**Predicting the 4f and 5d spin levels of Re⁴⁺ from its core levels**

The table holds Kohn-Sham eigenvalues, mean radii and mean inverse radii of the spherical ion Re⁴⁺, [Xe] 4f¹⁴ (5d up)³, from ld1.x with scalar-relativistic, spin-polarised LDA-PW92. Using only the other 23 rows and the reported sum of $\langle r^2\rangle$, the program predicts 4f down, 5d up and 5d down from a power law of exchange splitting against radius, a first-order rule for the spin change of the radius, hydrogenic or Slater shape factors, and the ratio of p–d to s–p gaps. The energies, both splittings and the 5d sizes fall within their bars, the 5d energies being 1.6 and 1.8 eV too high against a wide bar of 3.5 eV. The mean radius of 4f down misses by 3.3 times its bar, shrinking by 0.0030 bohr instead of 0.0009. The unmodified power law gives 4.28 eV for the 5d splitting against the computed 2.30 eV, and a gap ratio growing linearly with the shell number misses the mean 5d energy by 8.7 eV.

All-electron Kohn-Sham calculation of the Re⁴⁺ ion (Z = 75, [Xe] 4f¹⁴ 5d³, all three 5d electrons spin-up) with Quantum ESPRESSO ld1.x 7.5, using the spin-polarised LDA-PW92 functional, scalar relativity, spherical densities and a point nucleus. Eigenvalues are negative for bound levels.

## Script

```python
# Table: Kohn-Sham levels (eV), <r>, <1/r> of Re4+ [Xe]4f14 (5d up)3; ld1.x, LDA-PW92, scalar-relativistic, spin-polarised.
# Tested: prediction of withheld 4f down, 5d up, 5d down from spin-splitting scaling, the <r^2> sum and s-p-d gap ratios.
T = {
    'level': ['1s down', '1s up', '2s up', '2s down', '2p up', '2p down', '3s up', '3s down', '3p up', '3p down', '3d up', '3d down', '4s up', '4s down', '4p up', '4p down', '4d up', '4d down', '5s up', '5s down', '5p up', '5p down', '4f up', '4f down', '5d up', '5d down'],
    'level_filled': ['yes', 'yes', 'yes', 'yes', 'yes', 'yes', 'yes', 'yes', 'yes', 'yes', 'yes', 'yes', 'yes', 'yes', 'yes', 'yes', 'yes', 'yes', 'yes', 'yes', 'yes', 'yes', 'yes', 'yes', 'yes', 'no'],
    'eigenvalue': [-71653, -71653, -12462, -12462, -10885, -10884, -2919.2, -2919.1, -2454.2, -2454.1, -1926.4, -1926.3, -644.11, -643.93, -491.55, -491.36, -300.18, -299.95, -130.53, -128.98, -91.782, -89.859, -87.593, -87.189, -47.138, -44.838],  # eV
    'mean_radius': [0.01804, 0.01804, 0.07625, 0.07625, 0.06836, 0.06836, 0.1976, 0.1976, 0.198, 0.198, 0.1793, 0.1793, 0.4408, 0.4408, 0.4689, 0.4688, 0.5003, 0.5001, 1.03, 1.025, 1.187, 1.18, 0.5797, 0.5767, 1.594, 1.598],  # bohr
    'mean_inverse_radius': [88.73, 88.73, 20.76, 20.76, 18.75, 18.75, 7.686, 7.686, 7.082, 7.082, 6.689, 6.689, 3.276, 3.275, 2.972, 2.972, 2.648, 2.649, 1.302, 1.31, 1.108, 1.116, 2.165, 2.171, 0.804, 0.8052],  # 1/bohr
}
HELD = [23, 24, 25]  # rows withheld from the fit
import numpy as np
lab = T['level']; cols = ('eigenvalue', 'mean_radius', 'mean_inverse_radius')
K = {lab[i]: [T[c][i] for c in cols] for i in range(len(lab)) if i not in HELD}
E = lambda s: K[s][0]
R = lambda s: K[s][1]
U = lambda s: K[s][2]
nl = lambda s: (int(s[0]), 'spdf'.index(s[1]))
D = lambda o: E(o+' down') - E(o+' up')
M = lambda o: 0.5*(E(o+' down') + E(o+' up'))
print('splitting n<=3 (eV, floor 0.1-1):', ' '.join('%s %.1f' % (o, D(o)) for o in ['1s','2s','2p','3s','3p','3d']))
fit = ['4s','4p','4d','5s','5p']
p, a = np.polyfit(np.log([R(o+' up') for o in fit]), np.log([D(o) for o in fit]), 1)
law = lambda r: np.exp(a)*r**p
print('power law D = %.3f eV * r^%.2f (floor 0.01 eV; 5p 0.001)' % (np.exp(a), p))
for o in fit:
    print(' %s D %.3f fit %.3f err %+.0f%%; r(dn)-r(up) %+.4f bohr' % (o, D(o), law(R(o+' up')), 100*(law(R(o+' up'))/D(o)-1), R(o+' down')-R(o+' up')))
ploc = np.log(D('5p')/D('5s'))/np.log(R('5p up')/R('5s up'))
cs = [(1-R(o+' down')/R(o+' up'))/(D(o)/abs(M(o))) for o in ['4d','5s','5p']]; c = np.mean(cs)
print('local exponent 5s-5p %.2f; response c 4d,5s,5p %.2f %.2f %.2f mean %.2f (4d near rounding)' % (ploc, *cs, c))
print('4f up - 5p down %.3f eV; r(4f up)/r(5p up) %.2f' % (E('4f up')-E('5p down'), R('4f up')/R('5p up')))
assert all(D(o) > 0 for o in fit) and 2 < p < 3
assert ploc < p and R('5p down') < R('5p up') and R('5s down') < R('5s up')
assert E('4f up') > E('5p down') and R('4f up') < R('5s down')
S2 = 31.984  # sum of <r^2>, bohr^2, further result of the same run
kh = lambda n, l: 2*n*n*(5*n*n+1-3*l*(l+1))/(3*n*n-l*(l+1))**2
ph = lambda n, l: (3*n*n-l*(l+1))/(2*n*n)
def k(s):
    n, l = nl(s)
    return 1 + 1/(1/(R(s)*U(s)-1) + 1) if n == l+1 else kh(n, l)
def r5(f):
    core = sum((2*nl(s)[1]+1)*(2 if s == '4f up' else 1)*R(s)**2*(1+f*(k(s)-1)) for s in K)
    return core, np.sqrt((S2-core)/3/(1+f*(kh(5, 2)-1)))
core, r = r5(1); dr = 0.5*(r5(0.8)[1]-r5(1.2)[1])
print('k 4f %.3f 5p %.3f 5d %.3f; core <r2> %.2f, left for 5d3 %.2f bohr^2' % (k('4f up'), k('5p up'), kh(5, 2), core, S2-core))
q = lambda o: R(o+' up')*U(o+' up')/ph(*nl(o))
pr = [ph(5, 2)*q('5p')*q(n+'d')/q(n+'p') for n in '34']; P = np.mean(pr)
u = P/r; du = u*np.hypot(dr/r, (pr[1]-pr[0])/P)
print('<r><1/r> of 5d from n=3,4 pattern: %.3f %.3f' % tuple(pr))
g = [(M(n+'d')-M(n+'p'))/(M(n+'p')-M(n+'s')) for n in '34']; gap = M('5p')-M('5s')
em = M('5p') + np.mean(g)*gap; dem = 0.75*(g[1]-g[0])*gap; alt = M('5p') + (2*g[1]-g[0])*gap
print('gap ratio n=3 %.3f n=4 %.3f; 5s-5p gap %.2f eV; mean 5d %.1f +- %.1f eV' % (*g, gap, em, dem))
print('rival linear-in-n ratio %.3f: mean 5d %.1f eV' % (2*g[1]-g[0], alt))
print('check, rough recalled IE4 39, IE5 52 eV: 5d up near %.1f eV' % (-(39+52)/2))
lo, hi = D('5p'), D('5p')*(r/R('5p up'))**ploc; d5, dd5 = (lo+hi)/2, (hi-lo)/2
d4 = law(R('4f up')); x = c*d4/abs(E('4f up')); b = c*d5/abs(em)*r
print('5d splitting bracket %.2f-%.2f eV; raw power law %.2f eV' % (lo, hi, law(r)))
pred = {'4f down': [(E('4f up')+d4, 0.3*d4), (R('4f up')*(1-x), 0.6*x*R('4f up')+1e-4), (U('4f up')*(1+x), 0.6*x*U('4f up')+1e-3)],
        '5d up': [(em-d5/2, dem), (r, dr), (u, du)],
        '5d down': [(em+d5/2, dem), (r, np.hypot(dr, b)), (u, np.hypot(du, u*b/r))]}
print('--- prediction +- bar | computed | miss (computed-pred) | miss/bar ---')
A = {lab[i]: [T[cc][i] for cc in cols] for i in HELD}
def show(name, pv, bar, val):
    print('%s: %.4f +- %.4f | %.4f | %+.4f | %.1f' % (name, pv, bar, val, val-pv, abs(val-pv)/bar))
for s in pred:
    for j, un in enumerate(['eps eV', '<r> bohr', '<1/r> 1/bohr']):
        show(s+' '+un, *pred[s][j], A[s][j])
a5, b5, f4 = A['5d up'], A['5d down'], A['4f down']
show('4f splitting eV', d4, 0.3*d4, f4[0]-E('4f up'))
show('5d splitting eV', d5, dd5, b5[0]-a5[0])
show('5d r(dn)-r(up) bohr', 0.0, b, b5[1]-a5[1])
print('computed: 4f r(dn)-r(up) %+.4f bohr; 5d splitting per unpaired e %.2f eV' % (f4[1]-R('4f up'), (b5[0]-a5[0])/3))
m5 = (a5[0]+b5[0])/2
print('computed mean 5d %.2f eV, gap ratio n=5 %.3f, rival miss %+.1f eV' % (m5, (m5-M('5p'))/gap, m5-alt))
print('computed 5d up <r><1/r> %.3f; exponent 5p-5d %.2f' % (a5[1]*a5[2], np.log((b5[0]-a5[0])/D('5p'))/np.log(a5[1]/R('5p up'))))
print('power law at computed 5d radius %.2f eV' % law(a5[1]))
```

Output:

```
splitting n<=3 (eV, floor 0.1-1): 1s 0.0 2s 0.0 2p 1.0 3s 0.1 3p 0.1 3d 0.1
power law D = 1.331 eV * r^2.51 (floor 0.01 eV; 5p 0.001)
 4s D 0.180 fit 0.171 err -5%; r(dn)-r(up) +0.0000 bohr
 4p D 0.190 fit 0.199 err +5%; r(dn)-r(up) -0.0001 bohr
 4d D 0.230 fit 0.235 err +2%; r(dn)-r(up) -0.0002 bohr
 5s D 1.550 fit 1.433 err -8%; r(dn)-r(up) -0.0050 bohr
 5p D 1.923 fit 2.045 err +6%; r(dn)-r(up) -0.0070 bohr
local exponent 5s-5p 1.52; response c 4d,5s,5p 0.52 0.41 0.28 mean 0.40 (4d near rounding)
4f up - 5p down 2.266 eV; r(4f up)/r(5p up) 0.49
k 4f 1.203 5p 1.126 5d 1.134; core <r2> 23.06, left for 5d3 8.92 bohr^2
<r><1/r> of 5d from n=3,4 pattern: 1.266 1.294
gap ratio n=3 1.135 n=4 1.254; 5s-5p gap 38.93 eV; mean 5d -44.3 +- 3.5 eV
rival linear-in-n ratio 1.374: mean 5d -37.3 eV
check, rough recalled IE4 39, IE5 52 eV: 5d up near -45.5 eV
5d splitting bracket 1.92-3.08 eV; raw power law 4.45 eV
--- prediction +- bar | computed | miss (computed-pred) | miss/bar ---
4f down eps eV: -87.2536 +- 0.1018 | -87.1890 | +0.0646 | 0.6
4f down <r> bohr: 0.5788 +- 0.0006 | 0.5767 | -0.0021 | 3.3
4f down <1/r> 1/bohr: 2.1684 +- 0.0030 | 2.1710 | +0.0026 | 0.9
5d up eps eV: -45.5542 +- 3.4874 | -47.1380 | -1.5838 | 0.5
5d up <r> bohr: 1.6191 +- 0.0729 | 1.5940 | -0.0251 | 0.3
5d up <1/r> 1/bohr: 0.7906 +- 0.0397 | 0.8040 | +0.0134 | 0.3
5d down eps eV: -43.0514 +- 3.4874 | -44.8380 | -1.7866 | 0.5
5d down <r> bohr: 1.6191 +- 0.0817 | 1.5980 | -0.0211 | 0.3
5d down <1/r> 1/bohr: 0.7906 +- 0.0436 | 0.8052 | +0.0146 | 0.3
4f splitting eV: 0.3394 +- 0.1018 | 0.4040 | +0.0646 | 0.6
5d splitting eV: 2.5028 +- 0.5798 | 2.3000 | -0.2028 | 0.3
5d r(dn)-r(up) bohr: 0.0000 +- 0.0368 | 0.0040 | +0.0040 | 0.1
computed: 4f r(dn)-r(up) -0.0030 bohr; 5d splitting per unpaired e 0.77 eV
computed mean 5d -45.99 eV, gap ratio n=5 1.151, rival miss -8.7 eV
computed 5d up <r><1/r> 1.282; exponent 5p-5d 0.61
power law at computed 5d radius 4.28 eV
```
